# Wick's theorem in a three-mode model of QED

Units are $\hbar=c=1$, with energies in the electron mass $m$. All fields are free interaction-picture fields. The time ordering $T$ puts later times to the left, normal ordering $:\ :$ puts creation operators to the left, and both give a factor $-1$ for each exchange of two fermion operators.

## The theorem

The contraction of two fields is the number $\langle\phi_i\phi_j\rangle\equiv\langle0|T\phi_i\phi_j|0\rangle$. Wick's theorem (1950) states

$$T(\phi_1\cdots\phi_n)=\sum_{\text{sets of pairs}}(-1)^P\prod_{\text{pairs}}\langle\phi_i\phi_j\rangle\;:\!\text{remaining fields}\!:$$

The sum includes the empty set. In each pair $i<j$, the remaining fields keep their order, and $P$ is the parity of the permutation of fermion fields that brings the original order into the one written.

The proof is an induction. Relabel so that $\phi_n$ is earliest, which gives both sides the same sign, and multiply the result for $n-1$ fields by $\phi_n$ from the right. The annihilation part of $\phi_n$ is already in place. Its creation part must move to the left, and passing $\phi_k$ leaves an (anti)commutator, a number equal to $\langle0|\phi_k\phi_n|0\rangle$. This is the contraction, because $\phi_k$ is later.

Normal products vanish in the vacuum, so only full pairings survive there. For $n$ photon fields there are $(n-1)!!$ pairings if $n$ is even, and the value is zero if $n$ is odd. For Dirac fields in alternating order,

$$\langle0|T\,\psi(x_1)\bar\psi(y_1)\cdots\psi(x_n)\bar\psi(y_n)|0\rangle=\det\big[S_F(x_i-y_j)\big],\qquad S_F(x-y)=\langle\psi(x)\bar\psi(y)\rangle,$$

where each argument carries its spinor index.

## The model

Keep one photon mode $a$ of frequency $\omega$, one electron mode $b$ and one positron mode $d$, both of energy $E$, with $\omega<2E$:

$$A(t)=ae^{-i\omega t}+a^\dagger e^{i\omega t},\qquad \psi_1(t)=be^{-iEt},\qquad \psi_2(t)=d^\dagger e^{iEt}.$$

The same operators describe a conduction electron and a hole of a semiconductor quantum dot in a cavity.

**Predict.** What are the contractions, and where does a minus sign appear?

**Answer.** $D(t)=\langle A(t)A(0)\rangle=e^{-i\omega|t|}$, and

$$S(t)=\langle\psi(t)\psi^\dagger(0)\rangle=\mathrm{diag}\big(\theta(t)e^{-iEt},\,-\theta(-t)e^{iEt}\big).$$

For $t<0$, $T$ gives $-\psi_2^\dagger(0)\psi_2(t)=-dd^\dagger e^{iEt}$, whose vacuum value is $-e^{iEt}$.

## Photon pairings

Take $t_1>t_2>t_3>t_4$. Then $A(t_3)A(t_4)|0\rangle=e^{-i\omega(t_3-t_4)}|0\rangle+\sqrt2e^{i\omega(t_3+t_4)}|2\rangle$, and the adjoint relation for $\langle0|A(t_1)A(t_2)$ gives

$$\langle0|A_1A_2A_3A_4|0\rangle=e^{-i\omega(t_1-t_2+t_3-t_4)}+2e^{-i\omega(t_1+t_2-t_3-t_4)}.$$

**Predict.** Which pairings make up the factor 2?

**Answer.** With $D_{ij}=D(t_i-t_j)$, the first term is $D_{12}D_{34}$, while $D_{13}D_{24}$ and $D_{14}D_{23}$ both equal $e^{-i\omega(t_1+t_2-t_3-t_4)}$. At equal times $D=1$, so the vacuum value counts pairings: $\langle(a+a^\dagger)^4\rangle=3$ and $\langle(a+a^\dagger)^6\rangle=15$.

## The fermion determinant

Use $\chi=\psi_1+\psi_2$, with contraction $s(t)=\mathrm{sgn}(t)\,e^{-iE|t|}$. The theorem claims $\langle0|T\chi(x_1)\chi^\dagger(y_1)\chi(x_2)\chi^\dagger(y_2)|0\rangle=s_{11}s_{22}-s_{12}s_{21}$, with $s_{ij}=s(x_i-y_j)$ and all arguments times.

For $x_1>y_1>x_2>y_2$ the intermediate state in the middle is the vacuum or $d^\dagger b^\dagger|0\rangle$, and direct evaluation gives

$$e^{-iE(x_1-y_1+x_2-y_2)}+e^{-iE(x_1+y_1-x_2-y_2)}.$$

The first term is $s_{11}s_{22}$. The second is $-s_{12}s_{21}$, since $x_2<y_1$ makes $s_{21}=-e^{-iE(y_1-x_2)}$.

**Predict.** What results for $x_1>x_2>y_1>y_2$?

**Answer.** Zero. Directly, $\chi^\dagger(y_1)\chi^\dagger(y_2)|0\rangle$ contains only $b^\dagger b^\dagger|0\rangle$ and $db^\dagger|0\rangle$, which vanish. In the determinant both products equal $e^{-iE(x_1+x_2-y_1-y_2)}$ and cancel: the permutation sign enforces the exclusion principle.

## The second-order term

Let $H_I=g\,jA$, where $g$ plays the part of $e$ and has the dimension of energy. With a real symmetric $2\times2$ vertex $\Gamma$, take the symmetrised current $j=\tfrac12\sum_{\alpha\beta}\Gamma_{\alpha\beta}[\psi^\dagger_\alpha,\psi_\beta]=\,:\!j\!:+\,\tau$, where

$$:\!j\!:\,=\Gamma_{11}b^\dagger b-\Gamma_{22}d^\dagger d+\Gamma_{12}\big(b^\dagger d^\dagger e^{2iEt}+db\,e^{-2iEt}\big),$$

$$\tau=-\tfrac12\mathrm{tr}\,\Gamma[S(0^+)+S(0^-)]=\tfrac12(\Gamma_{22}-\Gamma_{11}).$$

Thus $\tau$ is the contraction within one vertex. The second-order scattering operator is

$$\mathcal S^{(2)}=-\frac{g^2}{2}\int dt_1dt_2\;T[j_1j_2]\;T[A_1A_2],\qquad T[A_1A_2]=\,:\!A_1A_2\!:+D(t),\quad t=t_1-t_2,$$

$$T[j_1j_2]=\,:\!j_1j_2\!:+:\!\psi_1^\dagger\Gamma S(t)\Gamma\psi_2\!:+:\!\psi_2^\dagger\Gamma S(-t)\Gamma\psi_1\!:+L(t)+\tau\,(:\!j_1\!:+:\!j_2\!:)+\tau^2 .$$

In these two lines the subscripts on $j$, $A$ and $\psi$ label the times, and $:\!j_1j_2\!:$ has all four fields normal ordered.

**Predict.** What is the sign of the doubly contracted term $L$?

**Answer.** To close the loop, $\psi^\dagger(t_1)$ must be carried past three fermion fields, so $L(t)=-\mathrm{tr}[\Gamma S(t)\Gamma S(-t)]$. For $t>0$ the trace is $-\Gamma_{12}^2e^{-2iEt}$, hence $L=\Gamma_{12}^2e^{-2iE|t|}$. It is positive at $t=0$, as the squared norm of $:\!j\!:|0\rangle$ must be.

A diagonal element that grows with the duration $\mathcal T$ defines a level shift through $\mathcal S^{(2)}=-i\mathcal T\Delta$. Every integral reduces to $\int_0^\infty e^{-ikt}dt=-i/k$, with $k\to k-i0$.

**Self-energy.** Take one electron and no photon. The two singly contracted terms times $D$ are equal after relabelling and cancel the factor $\tfrac12$:

$$\Delta_{\rm SE}=-ig^2\!\int\! dt\,e^{iEt}[\Gamma S(t)\Gamma]_{11}D(t)=-\frac{g^2\Gamma_{11}^2}{\omega}+\frac{g^2\Gamma_{12}^2}{2E+\omega}.$$

The first part comes from $t>0$ and the second from $t<0$.

**Tadpole.** In the same state the terms $\tau:\!j\!:D$ give

$$\Delta_{\rm T}=-ig^2\tau\Gamma_{11}\!\int\! dt\,D(t)=-\frac{2g^2\tau\Gamma_{11}}{\omega}.$$

**Vacuum polarisation.** Take one photon and no fermion, so that $\langle:\!A_1A_2\!:\rangle=2\cos\omega t$:

$$\Delta\omega=-ig^2\!\int\! dt\,L(t)\cos\omega t=-g^2\Gamma_{12}^2\Big[\frac1{2E-\omega}+\frac1{2E+\omega}\Big].$$

The term $\tau^2:\!A_1A_2\!:$ gives $|\int e^{i\omega t}dt|^2$, which does not grow with $\mathcal T$.

**Vacuum bubbles.** These shift every state alike:

$$\Delta_0=-\frac{ig^2}{2}\!\int\! dt\,[L(t)+\tau^2]D(t)=-\frac{g^2\Gamma_{12}^2}{2E+\omega}-\frac{g^2\tau^2}{\omega}.$$

The other terms describe two-fermion scattering, processes of Compton and pair type, or transitions between different states, and have no diagonal element in these three states.

## Exact solution

The Hamiltonian is $H=E(b^\dagger b+d^\dagger d)+\omega a^\dagger a+g\,j(0)(a+a^\dagger)$, and it conserves $b^\dagger b-d^\dagger d$.

**Predict.** What does $j$ become in the sector with one electron, and what must $\Delta_{\rm SE}+\Delta_{\rm T}+\Delta_0$ equal?

**Answer.** The only fermion state is $b^\dagger|0\rangle$, and pair creation is blocked. The current is the number $\bar j=\Gamma_{11}+\tau=\tfrac12(\Gamma_{11}+\Gamma_{22})$. Completing the square with $a\to a-g\bar j/\omega$ gives the ground energy $E-g^2\bar j^2/\omega$ to all orders. The Wick terms add to

$$-\frac{g^2}{\omega}\big(\Gamma_{11}^2+2\tau\Gamma_{11}+\tau^2\big)=-\frac{g^2\bar j^2}{\omega},$$

because the positron part of the self-energy cancels the $L$ bubble. The cancellation rests on the minus sign of the loop. The sign in $S_{22}$ is a common factor of both terms and fixes their separate signs: $L(0)>0$, a negative bubble and a positive self-energy part. The observable electron shift is counted from the shifted vacuum:

$$\Delta_e=\Delta_{\rm SE}+\Delta_{\rm T}=-\frac{g^2\Gamma_{11}\Gamma_{22}}{\omega}+\frac{g^2\Gamma_{12}^2}{2E+\omega}.$$

Its second term is positive because the electron blocks a vacuum fluctuation that had lowered the energy.

## Numbers

The inputs are illustrative and describe no atom: $E=1$, $\omega=0.5$, $g=0.05$, $\Gamma_{11}=1$, $\Gamma_{22}=0.6$, $\Gamma_{12}=0.8$, so $\tau=-0.2$. In units of $10^{-3}m$ the two self-energy parts are $-5.000$ and $0.640$, and the tadpole is $2.000$. The last column comes from diagonalising $H$ with photon numbers 0 to 9.

| model shift ($10^{-3}m$) | Wick, order $g^2$ | diagonalisation |
|---|---|---|
| one-electron level | $-3.200$ | $-3.200$ |
| vacuum, $\Delta_0$ | $-0.840$ | $-0.841$ |
| electron from vacuum, $\Delta_e$ | $-2.360$ | $-2.359$ |
| photon, $\Delta\omega$ | $-1.707$ | $-1.704$ |

The operator expansion is exact. The departures in the last digit are the next terms of the Dyson series, which scale as $g^4=6.25\times10^{-6}$ in these units of $m$. Odd orders vanish because $H_I$ changes the photon number by one.

## Return to QED

**Predict.** When does the tadpole vanish?

**Answer.** Charge conjugation exchanges $b$ and $d$. It turns the symmetrised $j$ into $-j$ exactly when $\Gamma_{11}=\Gamma_{22}$, and then $\tau=0$.

In full QED the replacements are $\psi^\dagger\Gamma\psi\to\bar\psi\gamma^\mu\psi$, $\int dt\to\int d^4x$, $S\to S_F$ with Fourier transform $i(\gamma^\mu p_\mu+m)/(p^2-m^2+i0)$, and $D\to-ig_{\mu\nu}/(k^2+i0)$ in Feynman gauge with metric $(+,-,-,-)$. The list of terms, the factor 2 from relabelling and the loop sign carry over unchanged, since they follow from the operator algebra alone. The self-energy kernel becomes $\gamma^\mu S_F(x-y)\gamma^\nu D_{\mu\nu}(x-y)$ and the loop becomes $-\mathrm{tr}[\gamma^\mu S_F(x-y)\gamma^\nu S_F(y-x)]$. What the model lacks is the sum over infinitely many modes, which makes these terms ultraviolet divergent and calls for renormalisation.

For free electrons $\mathrm{tr}[\gamma^\mu S_F(0)]$ is the integral of a function odd in $p^\mu$ and vanishes under symmetric regularisation, like $\tau$ at $\Gamma_{11}=\Gamma_{22}$. In bound-state QED the modes are eigenstates in the nuclear field (Furry picture), which treats electrons and positrons differently. The model mimics this by $\Gamma_{11}\neq\Gamma_{22}$ and keeps equal energies for brevity. The tadpole then survives as the potential of the induced vacuum charge. It is the vacuum-polarisation shift of an atomic level, whose lowest order in the nuclear field is the Uehling term.